## Addition energies of a hard-wall dot by hand

Three constants reproduce the addition energies of this spherical dot from three electrons upward: a charging step of 0.158 hartree* paid by every electron, a further 0.042 where a shell has just been half filled, and a further 0.113 where a shell has just been closed. Apart from N = 8 and 9 the rule is good to about 5 % of the tabulated value. It fails for the first two electrons, which belong to the central charge more than to the dot. The data are spin-polarised LDA results for one wall radius R and one central charge.

Spherical hard-wall dot of radius 7.26 bohr* with a central point charge of 1 e, in effective atomic units (*): spin-polarised Kohn-Sham LDA (PW92), m-averaged shells, radks with Libxc. Highest occupied levels are named by radial order; the greedy filling can miss a lower state. Chemical potential is E(N)-E(N-1), addition energy E(N+1)+E(N-1)-2E(N).

| electrons | chemical potential (hartree*) | unpaired electrons | rms radius (bohr*) | highest eigenvalue (hartree*) | highest level | addition energy (hartree*) |
| --- | --- | --- | --- | --- | --- | --- |
| 1 | -0.4785 | 1 | 1.821 | -0.2680 | 1s up | n/a |
| 2 | -0.01761 | 0 | 2.606 | 0.1059 | 1s up | 0.3849 |
| 3 | 0.3673 | 1 | 3.511 | 0.4456 | 1p up | 0.1609 |
| 4 | 0.5282 | 2 | 3.939 | 0.6115 | 1p up | 0.1674 |
| 5 | 0.6956 | 3 | 4.208 | 0.7798 | 1p up | 0.2093 |
| 6 | 0.9049 | 2 | 4.403 | 0.9839 | 1p down | 0.1597 |
| 7 | 1.065 | 1 | 4.550 | 1.146 | 1p down | 0.1629 |
| 8 | 1.227 | 0 | 4.668 | 1.309 | 1p up | 0.2053 |
| 9 | 1.433 | 1 | 4.752 | 1.529 | 2s up | 0.2171 |
| 10 | 1.650 | 2 | 4.844 | 1.730 | 1d up | 0.1605 |
| 11 | 1.810 | 3 | 4.922 | 1.891 | 1d up | 0.1609 |
| 12 | 1.971 | 4 | 4.988 | 2.052 | 1d up | 0.1610 |
| 13 | 2.132 | 5 | 5.046 | 2.213 | 1d up | 0.1611 |
| 14 | 2.293 | 6 | 5.098 | 2.374 | 2s up | 0.1983 |
| 15 | 2.492 | 5 | 5.145 | 2.570 | 1d down | 0.1577 |
| 16 | 2.649 | 4 | 5.187 | 2.728 | 1d down | 0.1582 |
| 17 | 2.808 | 3 | 5.225 | 2.887 | 1d down | n/a |
| 19 | n/a | 1 | 5.292 | 3.224 | 2s up | n/a |
| 20 | 3.391 | 2 | 5.325 | 3.470 | 1f up | 0.1571 |
| 21 | 3.548 | 3 | 5.355 | 3.627 | 1f up | 0.1571 |
| 22 | 3.705 | 4 | 5.383 | 3.784 | 1f up | 0.1572 |
| 23 | 3.863 | 5 | 5.409 | 3.941 | 1f up | 0.1572 |
| 24 | 4.020 | 6 | 5.433 | 4.098 | 1f up | 0.1572 |
| 25 | 4.177 | 7 | 5.456 | 4.255 | 1f up | 0.1571 |
| 26 | 4.334 | 8 | 5.478 | 4.413 | 1f up | 0.1932 |
| 27 | 4.527 | 7 | 5.498 | 4.605 | 1f down | 0.1554 |
| 28 | 4.683 | 6 | 5.517 | 4.760 | 1f down | 0.1555 |
| 29 | 4.838 | 5 | 5.535 | 4.916 | 1f down | 0.1556 |
| 30 | 4.994 | 4 | 5.553 | 5.072 | 1f down | 0.1556 |
| 31 | 5.149 | 3 | 5.569 | 5.227 | 1f down | 0.1557 |
| 32 | 5.305 | 2 | 5.585 | 5.383 | 1f down | 0.1557 |
| 33 | 5.461 | 1 | 5.600 | 5.546 | 2s up | 0.2843 |
| 34 | 5.745 | 2 | 5.615 | 5.822 | 1g up | n/a |

Here N is the number of electrons and E(N) the total energy. The chemical potential μ(N) = E(N) − E(N−1) is the cost of the Nth electron, and the addition energy A(N) = μ(N+1) − μ(N) says how much more the next one costs. M is the number of unpaired electrons. A level such as 1d is the lowest radial state with l = 2 and holds 2l + 1 electrons of each spin. Energies are in effective hartree and lengths in effective bohr. From N = 3 the chemical potential is positive, so these electrons are held by the wall and would leave without it.

### The picture

Electrons in a box repel one another and move towards the wall, where the wavefunction must vanish, so they gather in a thick layer somewhat inside it. Each newcomer has to be pushed in against all the charge already present, and since every electron adds about the same potential, the cost rises by a nearly fixed step. If the newcomer finds room in the open shell with the same spin as its predecessor, that step is all it pays. If the places of that spin are used up, it enters with the opposite spin and forgoes the exchange energy it would have shared with the majority. If the whole shell is full, it must take one more unit of angular momentum and pays kinetic energy.

The counting comes from the unpaired electrons. M climbs to 3 at N = 5 (1p half full) and returns to 0 at N = 8. The ninth electron goes into 2s up, and from there the counts imply that this one electron stays while 1d and 1f fill and 1g begins to, with 2s down left empty. Half filling therefore falls at N = 5, 14 and 26 and closure at N = 8, 19 and 33, one later than 18 and 32 for the last two. The column of highest levels has to be read with this in mind. At N = 14, 19 and 33 it shows 2s up, although the electron just added completed 1d up, 1d down and 1f down.

### The charging step U

A charge Ne in a sphere has energy cN²/(2R), and the second difference of this in N is c/R. The factor c is 1 for charge spread on the wall and 6/5 for a uniform ball, which for this radius gives 0.138 and 0.165. The mean of the 22 addition energies with N ≥ 3 that lie away from the peaks is U = 0.1585, so c = UR = 1.15, and 1/U corresponds to a sphere of radius 6.31 bohr*.

That repulsion carries the rise in energy is visible in the energy parts of the same calculations. The eight chemical potentials from N = 9 to 16 add up to 16.43, and over the same range the Hartree energy grows from 6.42 to 23.04, by 16.61. The kinetic energy rises by 3.44 and the exchange-correlation energy falls by 2.05, which leaves −1.57 for the attraction to the centre, and these three nearly cancel. This comparison concerns the total rise. That the curvature U is also mostly electrostatic is argued from the c/R estimate above.

The step is smaller than the orbital radii suggest. At N = 16 the 1f level has a mean radius of 5.45 bohr*, and a thin shell there would give 1/5.45 = 0.18. The rms radii show part of the reason. N times the squared rms radius is the second moment of the whole cloud, and between N = 20 and 26 it grows from 20 × 5.325² = 567.1 to 26 × 5.478² = 780.2, or 35.5 per electron. The net added charge thus sits at an rms radius of √35.5 = 5.96 bohr*, further out than that orbital radius, as follows if each newcomer pushes the electrons already present outward. The inverse, 0.168, is much nearer the 1f-up plateau of 0.157. The finite thickness of the layer and exchange-correlation are expected to lower the step further, by amounts that these results do not separate.

The same construction between N = 10 and 14 gives 32.3 per electron and a radius of 5.68 bohr*. The added charge moves outward as the dot fills, and the plateau means fall accordingly, from 0.163 in 1p through 0.161 and 0.158 in the two halves of 1d to 0.157 and 0.156 in 1f. In units of 1/R this is a drift from 1.18 to 1.13, towards the value 1 of a conducting sphere. A single U ignores the drift, and this is the main source of error in the summed chemical potential. The flatness within a d or f plateau owes much to the averaging over m, which removes the multiplet structure of an open shell. Only in 1f up is the variation, 0.0001, at the precision of the print. Within the two halves of 1d and in 1f down the addition energy rises slowly, by 0.0003 to 0.0006 in all. That is opposite to the fall from one plateau to the next, so the outward drift of the added charge does not explain it.

### The spin-flip step X

Exchange lowers the energy of parallel spins. To lowest order it contributes −I M²/4, with I a positive constant, which places the up level at −IM/2 and the down level at +IM/2 and splits them by IM. While M runs steadily up or down, the second difference of this term is −I/2, a small constant that is absorbed in U. At half filling the sequence is M − 1, M, M − 1, and the second difference is (I/2)[M² − (M − 1)²] = IM − I/2. The excess over the plateau is IM, the spin splitting of the shell. At N = 8, where M passes through zero, the sequence 1, 0, 1 gives −I/2 again, so exchange adds nothing there. At N = 19 and 33 the lone 2s electron makes the sequence 2, 1, 2, which in this estimate gives −3I/2. The closure step is then lowered by I, a small amount that is absorbed in G.

Measured against the mean of the two neighbouring rows, the excess is 0.046, 0.039 and 0.037 at N = 5, 14 and 26. The level scheme at N = 16 gives a check from the same functional: the 1d splitting is 0.0215 with three unpaired d electrons, and scaling to five gives 0.036, near the 0.039 at N = 14. The scaling neglects the polarisation due to the 2s electron.

The excess falls while the number of parallel spins grows from 3 to 7, so a fixed I times 2l + 1 fails. Per shell electron the excess drops from 0.015 to 0.005. Local exchange explains why. The exchange potential for spin σ is −(6nσ/π)^(1/3), and for Nσ electrons spread evenly through the sphere this is −(9/2π²)^(1/3) Nσ^(1/3)/R = −0.106 Nσ^(1/3). The splitting depends on the difference of two cube roots, roughly M/[3(N/2)^(2/3)], so a given M counts for less on a larger unpolarised background. At N = 14, with 10 up and 4 down, it is 0.106 × (2.154 − 1.587) = 0.060. The three estimates are 0.062, 0.060 and 0.052, and the tabulated excess is 0.65 to 0.73 of them. Correlation opposes spin polarisation, which is the standard reason for a ratio below one, though the uneven density enters as well. Because M and N^(2/3) grow together from shell to shell, one constant serves: X = 0.042, the mean of the three peaks less U.

### The shell gap G

For an empty box the levels are x²/(2R²), with x the first zero of the spherical Bessel function of order l, and the p–d, d–f and f–g gaps are 0.124, 0.148 and 0.172. The table gives smaller values once U is subtracted for each electron. A(8) and A(9) together exceed 2U by 0.105. The rise of 0.583 in μ from N = 17 to N = 20, which is the sum of three addition energies, exceeds 3U by 0.108, and A(33) exceeds U by 0.126. The empty box overshoots by 0.018, 0.041 and 0.046.

The repulsion accounts for this. It raises the potential in the interior and confines all nodeless levels to the same outer layer. At N = 16 the mean radii of 1p, 1d, 1f and 1g lie between 5.20 and 5.55 bohr*. Their radial motion is then much alike, and they differ mainly by the angular energy l(l + 1)/(2r²) of a particle on a sphere of radius r, so the gap from l to l + 1 is (l + 1)/r². With the tabulated rms radii at N = 9, 19 and 33 this gives 0.089, 0.107 and 0.128, with nothing fitted. It matches d–f and f–g to 0.002 and is 0.017 low for p–d, where the layer is least formed, the 2s electron intervenes and the mean U understates the local plateau. Part of the agreement is luck in the choice of radius. The tabulated one is that of the whole cloud, and the outer shells lie further out. At N = 16 a common radius midway between the mean radii of 1d up and 1f up gives a d–f gap of 0.103, where the levels themselves give 0.112.

Two trends oppose each other in this formula. The numerator grows with l, and the radius grows with N. Both appear in the Kohn-Sham levels: at fixed N the gaps widen with l, while between N = 8 and N = 16 the p–d gap shrinks from 0.095 to 0.081 and the d–f gap from 0.125 to 0.112. Each gap matters only at the N where its lower shell closes, so the values actually met vary less than 2 : 3 : 4. Their mean, G = 0.113, has an rms error of 0.009 over the three gaps against 0.010 for the rotor formula, but it was fitted to those three numbers, and three points cannot rank the two. The constant needs no radius. The rotor formula is probably the better guide for a later shell, since it did well on the two later closures and has a reason to keep growing. It assumes that the next level is again nodeless. The levels at N = 16 would cast doubt on this after 1g, since 2p up lies only 0.125 above 1g up, less than the rotor gap 5/r² to 1h. But the distance from 1g to 2p grows as the dot fills, and at N = 34 1h is the lower of the two, as the formula needs. The order at the closure of 1g itself lies beyond these rows.

### The rule, worked

A(N) = U + X (at N = 5, 14, 26) + G (at N = 8, 19, 33)

μ(N) = μ(3) + (N − 3)U + aX + bG

Here a and b count the half fillings and closures from N = 3 up to N − 1, and the anchor μ(3) = 0.3673 is a fourth number, read from the table. All three constants are plain means as described, U = 0.1585, X = 0.0418 and G = 0.1129.

At N = 14 the configuration is 1s² 1p⁶ 2s¹ 1d⁵, with M = 6, and the d shell is half full. The addition energy is 0.1585 + 0.0418 = 0.2003 against 0.1983, high by 1.0 % of the tabulated value. For the chemical potential, one half filling (N = 5) and one closure (N = 8) have been passed, so μ = 0.3673 + 11 × 0.1585 + 0.0418 + 0.1129 = 0.3673 + 1.7435 + 0.1547 = 2.2655 against 2.293, low by 0.028 or 1.2 %. Outside N = 9 this is the largest absolute error in μ.

At N = 33 the f shell is closed. The addition energy is 0.1585 + 0.1129 = 0.2714 against 0.2843, low by 4.5 %. With a = 3 and b = 2, μ = 0.3673 + 4.755 + 0.1254 + 0.2258 = 5.473 against 5.461, high by 0.2 %. Both rows helped to fix the constants, N = 14 as one of three values behind X and N = 33 as one of three behind G, so neither is an independent test.

Without N = 8 and 9 the rms error in A is 0.004, the largest absolute error is the 0.013 at N = 33, and the largest relative one is 5.3 % at N = 4. In μ the rms error is 0.017 and the worst relative error 2.3 % at N = 6. These errors are far above the rounding of the table and have a pattern. The rule runs low in μ from N = 4 to 28, N = 9 excepted, because the early plateaus and the N = 5 peak exceed the means, and it runs high from N = 29 to 33. Its return to the tabulated value at N = 34 is an identity, since the means were taken over the very steps that are summed. With constants rounded to 0.16, 0.04 and 0.11 the largest errors become 0.014 in A and 0.046 in μ.

The rule also fills in between rows. If A(17) and A(18) stay at the 0.158 of N = 16, then μ(18) is about 2.97 and A(19) = 0.583 − 2 × 0.158 = 0.267, an inferred peak close to U + G. This assumes that the 2s electron stays in place at N = 18, which has no row and lies near the point where 2s up rises past 1d down. If 1g up goes on filling after N = 34, the plateau should continue at or a little below 0.156, which puts μ(35) near 5.90.

### The highest eigenvalue

By Janak's theorem the eigenvalue is the slope of the energy with respect to the occupation of the level. The chemical potential is the mean slope between N − 1 and N, about the slope at N − ½, and the slope grows by U per electron. The eigenvalue at N should then exceed μ(N) by U/2 = 0.079. For all rows with N ≥ 3 that have a chemical potential and a p, d, f or g level on top, the difference lies between 0.077 and 0.084 with mean 0.079. The exact functional has an energy that is linear between integers and would make the two equal, so the offset measures the curvature of LDA, and the eigenvalue column overstates the cost of the last electron by that much. At N = 9 the compact 2s level gives 0.096.

### Where the rule stops

The first electron forms a hydrogen-like atom, with μ = −0.4785 near the −½ of free hydrogen and an rms radius of 1.821 bohr*. Its eigenvalue of −0.2680 would equal the energy in an exact treatment, and the difference of 0.210 is LDA self-interaction. The second electron shares this small orbital, so the relevant length is nearer to the size of the atom than to R. The wall still has a part, since the highest eigenvalue at N = 2 is already positive. The chemical potentials give A(1) = 0.461 where U is 0.158, and A(2) is 0.385 where U + G is 0.271.

At N = 8 and 9 the rule is right only for the sum. The 2s level lies inside the p–d gap, 0.040 above 1p at N = 8, and cuts the gap into excesses of 0.047 and 0.059. Placing all of G at N = 8 is wrong by +0.066 there and −0.059 at N = 9, and it puts μ(9) too high by 0.040.

The name 2s hides a change of character. At N = 8 the 1s and 2s levels have similar mean radii, 3.22 and 3.34 bohr*, each partly central and partly outer. At N = 16 the 1s level has moved out to 4.62 (up) and 4.93 (down), and 2s has contracted to 2.25 and become the state at the central charge. Its spin splitting is 0.115, five times that of 1d, as fits one electron in a compact orbital. At N = 16 2s down lies at 2.829, between 1f up (2.819) and 1f down (2.841). One electron neutralises the central charge, and a second would meet little net attraction, which argues for the site staying singly occupied. That the unpaired spin at N = 19 and 33 is still this central one is an inference from the counts. A larger central charge would be expected to hold more electrons there and shift every later peak, so the positions 14, 19, 26 and 33 should not be carried over to other charges.

The filling order is an input to the rule, and it comes from a greedy search that can pass over a lower configuration. N = 8 deserves a check, because an electron can be lifted from 1p to 2s for only 0.040. The estimate IM²/4, with I = 0.015 from N = 5 and M = 2, gives an exchange gain of 0.015, which does not pay for this, but the state of zero spin was not shown to be the lowest. A different ground state in one row would change the three addition energies that involve it. Spherical averaging also forbids any deformation of an open shell, and all values come from one functional.

For another radius the derivations say that U and X scale as 1/R and G as 1/R², starting from UR = 1.15, XR = 0.30 and GR² = 0.1129 × 7.26² = 6.0. The table has one radius and does not test this. The coefficients themselves should shift, because the balance of repulsion and kinetic energy that sets the thickness of the outer layer depends on R. A smaller dot would move G towards the empty-box gaps and raise the closure peaks relative to U, and a larger one would shrink G faster than X until the filling order itself is in doubt.
